When a fixed amount of carbon dioxide is released from a closed vessel into an evacuated chamber, both rigid and insulated, and settles to equilibrium over the whole volume, it does no work on its surroundings and takes up no heat, yet it cools. An ideal gas would not. The cooling follows from one function, the entropy $s(u,v)$. Here this function is built for the van der Waals fluid from its equations of state, and then obtained exactly from a model of two molecules. All quantities are per molecule: energy $u$ in eV, volume $v$ in \AA$^3$, entropy in units of Boltzmann's constant $k$. Molar formulas follow by replacing $k$ with $R$.

\section*{Two equations of state and their compatibility}

The first and second laws combine into
\begin{equation}
ds=\frac{1}{T}\,du+\frac{P}{T}\,dv .
\label{eq:ds}
\end{equation}
The coefficients $1/T$ and $P/T$, as functions of $u$ and $v$, are the two equations of state. Both are derivatives of the same $s$, so the mixed second derivatives must agree:
\begin{equation}
\left(\frac{\partial (1/T)}{\partial v}\right)_u=\left(\frac{\partial (P/T)}{\partial u}\right)_v .
\label{eq:compat}
\end{equation}
The van der Waals equation, with constant attraction parameter $a$ and excluded volume $b$, is
\begin{equation}
P=\frac{kT}{v-b}-\frac{a}{v^2},\qquad \frac{P}{T}=\frac{k}{v-b}-\frac{a}{v^2}\,\frac{1}{T}.
\label{eq:vdw}
\end{equation}
The term $k/(v-b)$ does not depend on $u$, so Eq.~(\ref{eq:compat}) becomes
\begin{equation}
\left(\frac{\partial (1/T)}{\partial v}\right)_u=-\frac{a}{v^2}\left(\frac{\partial (1/T)}{\partial u}\right)_v .
\label{eq:pde}
\end{equation}
The ideal-gas rule $1/T=ck/u$ fails this test: the left side vanishes, and the right side is $cka/(v^2u^2)$. To find what passes, change variables from $(u,v)$ to $(w,v)$ with $w=u+a/v$. Then $\partial_u|_v=\partial_w|_v$ and $\partial_v|_u=\partial_v|_w-(a/v^2)\,\partial_w|_v$, and Eq.~(\ref{eq:pde}) reduces to $\partial_v(1/T)|_w=0$. Hence
\begin{equation}
\frac{1}{T}=f\!\left(u+\frac{a}{v}\right).
\label{eq:f}
\end{equation}
The pressure equation does not fix $f$. As $v\to\infty$, $w\to u$, so $f$ is the energy--temperature relation of the dilute gas, and $w$ is the thermal energy that remains once the cohesive energy $-a/v$ is removed from $u$. The heat capacity $c_v=(\partial u/\partial T)_v=dw/dT$ depends on temperature alone.

Because $dw=du-(a/v^2)\,dv$, Eq.~(\ref{eq:ds}) separates into $ds=f(w)\,dw+k\,dv/(v-b)$. For constant $c_v=ck$ one has $w=ckT$, with the zero of energy chosen to remove the integration constant. Then $f=ck/w$, and integrating from a reference state $(u_0,v_0)$ of entropy $s_0$ gives the fundamental relation
\begin{equation}
s=s_0+k\ln\left[\frac{v-b}{v_0-b}\left(\frac{u+a/v}{u_0+a/v_0}\right)^{c}\right].
\label{eq:fund}
\end{equation}

\section*{Two molecules in a channel}

Place two molecules in single file in a channel of length $L$ and fixed cross-section $A$, closed by hard walls, so that $V=AL$. Each molecule is a hard rod of length $\sigma$, with $b=A\sigma$. The pair has the attraction energy $-2\alpha/V$ at any separation. Each molecule carries seven classical quadratic energy terms, scaled so that their total is $K=\sum_{i=1}^{14}q_i^2$. One term per molecule is the axial kinetic energy, and the others stand for transverse, rotational and vibrational motion. The total energy is $U=K-2\alpha/V$.

Define $S=k\ln\Omega$, where $\Omega$ is the phase-space volume with energy up to $U$. The attraction does not depend on position, so $\Omega$ factorises. The rod centres obey $x_1\ge\sigma/2$, $x_2\ge x_1+\sigma$ and $x_2\le L-\sigma/2$:
\begin{equation}
\int_{\sigma/2}^{L-3\sigma/2}dx_1\int_{x_1+\sigma}^{L-\sigma/2}dx_2=\frac{(L-2\sigma)^2}{2}.
\end{equation}
The region $\sum q_i^2\le K$ is a ball. In polar coordinates each pair of variables has the area element $\pi\,d(r^2)$, so the volumes obey $B_{n}(K)=\pi\int_0^K B_{n-2}(K')\,dK'$ with $B_0=1$. Seven steps give $B_{14}=\pi^7K^7/7!$. All factors independent of $U$ and $V$ go into a constant $C$:
\begin{equation}
\Omega=C\,(V-2b)^2\left(U+\frac{2\alpha}{V}\right)^{7}.
\label{eq:omega}
\end{equation}
The derivatives of $S$ are
\begin{equation}
\frac{1}{T}=\frac{7k}{U+2\alpha/V},\qquad P=T\frac{\partial S}{\partial V}=\frac{2kT}{V-2b}-\frac{2\alpha}{V^2}.
\end{equation}
Set $U=2u$, $V=2v$ and $a=\alpha/2$. Then $K=2(u+a/v)=2w$, the pressure is exactly Eq.~(\ref{eq:vdw}), the temperature is Eq.~(\ref{eq:f}) with $f=\tfrac72 k/w$, and $S/2$ is Eq.~(\ref{eq:fund}) with $c=7/2$. Each factor now has a meaning: $v-b$ counts the room left for a molecule, and $w^c$ counts the ways of distributing the thermal energy.

For $N$ rods with $2c$ terms each, the factors are $(L-N\sigma)^N/N!$, as in the gas solved by Tonks in 1936, and $K^{cN}$. The $N(N-1)/2$ pairs give $a=\alpha(1-1/N)$, and Eq.~(\ref{eq:fund}) holds for every $N$. One convention matters at small $N$. With the entropy above, $K=cNkT$, so every term carries $kT/2$. An entropy built on the density of states $\partial\Omega/\partial U$ replaces $c$ by $c-1/N$, which is $3$ instead of $7/2$ for the pair. The two definitions merge at large $N$. The attraction tied to $V$ is a mean-field stand-in for weak long-range forces. It describes equilibrium states, not the flow between them.

\section*{Free expansion of CO$_2$}

In a free expansion between rigid, insulating walls the first law keeps $u$ fixed. A throttle valve in steady flow conserves enthalpy instead and is a different problem. With $u=ckT-a/v$,
\begin{equation}
T_2-T_1=-\frac{a}{ck}\left(\frac{1}{v_1}-\frac{1}{v_2}\right).
\label{eq:cool}
\end{equation}
The excluded volume drops out of the cooling. It enters only the pressure and the entropy.

Typical tabulated constants for CO$_2$ are $0.3640$~Pa\,m$^6$\,mol$^{-2}$ and $4.267\times10^{-5}$~m$^3$\,mol$^{-1}$. Division by the square and by the first power of Avogadro's number gives $a=6.26$~eV\,\AA$^3$ and $b=70.9$~\AA$^3$, which are used as rounded. The value $c=7/2$ is assumed, as typical near room temperature. Let the gas start at $T_1=330$~K and $v_1=1000$~\AA$^3$ (one molecule per nm$^3$) and expand tenfold. Pressures are converted with $1$~eV\,\AA$^{-3}=160.2$~GPa.

\begin{center}
\begin{tabular}{lccccc}
state & $v$ (\AA$^3$) & $a/v$ (meV) & $w$ (meV) & $T$ (K) & $P$ (MPa)\\
\hline
initial & 1000 & 6.26 & 99.53 & 330 & 3.90\\
final & 10000 & 0.626 & 93.90 & 311.3 & 0.423
\end{tabular}
\end{center}

The conserved energy is $u=w-a/v=93.27$~meV. Pulling the molecules apart costs $5.634$~meV each, paid from the thermal energy, and Eq.~(\ref{eq:cool}) gives a cooling of $18.7$~K. The entropy rises by
\begin{equation}
\frac{\Delta s}{k}=\ln\frac{v_2-b}{v_1-b}+c\ln\frac{T_2}{T_1}=2.369-0.204=2.165,
\end{equation}
against $\ln 10=2.303$ for the ideal gas.

The two-molecule model reproduces this with $\alpha=2a=12.52$~eV\,\AA$^3$, $V_1=2000$~\AA$^3$ and $V_2=20000$~\AA$^3$. Initially $K_1=7kT_1=199.06$~meV and $U=186.54$~meV. Finally $K_2=187.79$~meV, so $T_2=K_2/7k=311.3$~K. Equation~(\ref{eq:omega}) gives $\Omega_2/\Omega_1=76.0$, which is $\exp(2\Delta s/k)$, while two ideal molecules would gain a factor of $100$. The density-of-states convention, started from $330$~K on its own temperature scale, would give the pair a cooling of $21.8$~K.

\section*{Range of validity}

\emph{Stability.} A stable single phase needs a concave $s(u,v)$. From Eq.~(\ref{eq:fund}), $s_{uu}=-ck/w^2<0$ and
\begin{equation}
s_{uu}s_{vv}-s_{uv}^2=\frac{ck^2}{w^2}\left[\frac{1}{(v-b)^2}-\frac{2a}{kTv^3}\right].
\end{equation}
This is positive when $kT>2a(v-b)^2/v^3$. The right side peaks at $v=3b$ with the value $kT_c=8a/27b$, so $T_c=303.6$~K for these inputs. Tabulated constants are commonly fitted to the critical point, so this number tests nothing. Below $T_c$ the relation has a non-concave region, and for a bulk fluid it must be replaced by its concave hull, which describes liquid--vapour coexistence. Kac, Uhlenbeck and Hemmer showed in 1963 that hard rods with an attraction of vanishing strength and infinite range give the van der Waals isotherms with this construction included. In the example even an infinite expansion ends at $u/ck=309.2$~K, above $T_c$, so the model stays in one phase.

\emph{Constant heat capacity.} Equation~(\ref{eq:f}) does not need it. Treat CO$_2$ as a rigid linear rotor with quantum harmonic vibrations of typical energies $\epsilon_j=0.083$~eV (bend, degeneracy $g_j=2$), $0.17$~eV and $0.29$~eV (stretches, $g_j=1$):
\begin{equation}
w(T)=\tfrac52 kT+\sum_j\frac{g_j\epsilon_j}{e^{\epsilon_j/kT}-1}.
\end{equation}
Solving $w(T_2)=w(T_1)-5.634$~meV gives $T_2=311.7$~K and a cooling of $18.3$~K, while $c_v/k$ falls from $3.62$ to $3.53$. The constant value $7/2$ therefore shifts the result by $0.4$~K.

\emph{Constant $a$.} This is the weak point. A cooling of 18 to 19~K is the model's number, not the gas's. As typical knowledge and not as a measurement, a constant fitted at the critical point understates how fast the energy of dilute CO$_2$ falls with density near these temperatures, and the model's cooling is too small by roughly 40 per cent. A remedy is a temperature-dependent attraction $a(T)$. The compatibility condition~(\ref{eq:compat}) must then be solved anew, and $1/T$ no longer depends on $u+a/v$ alone.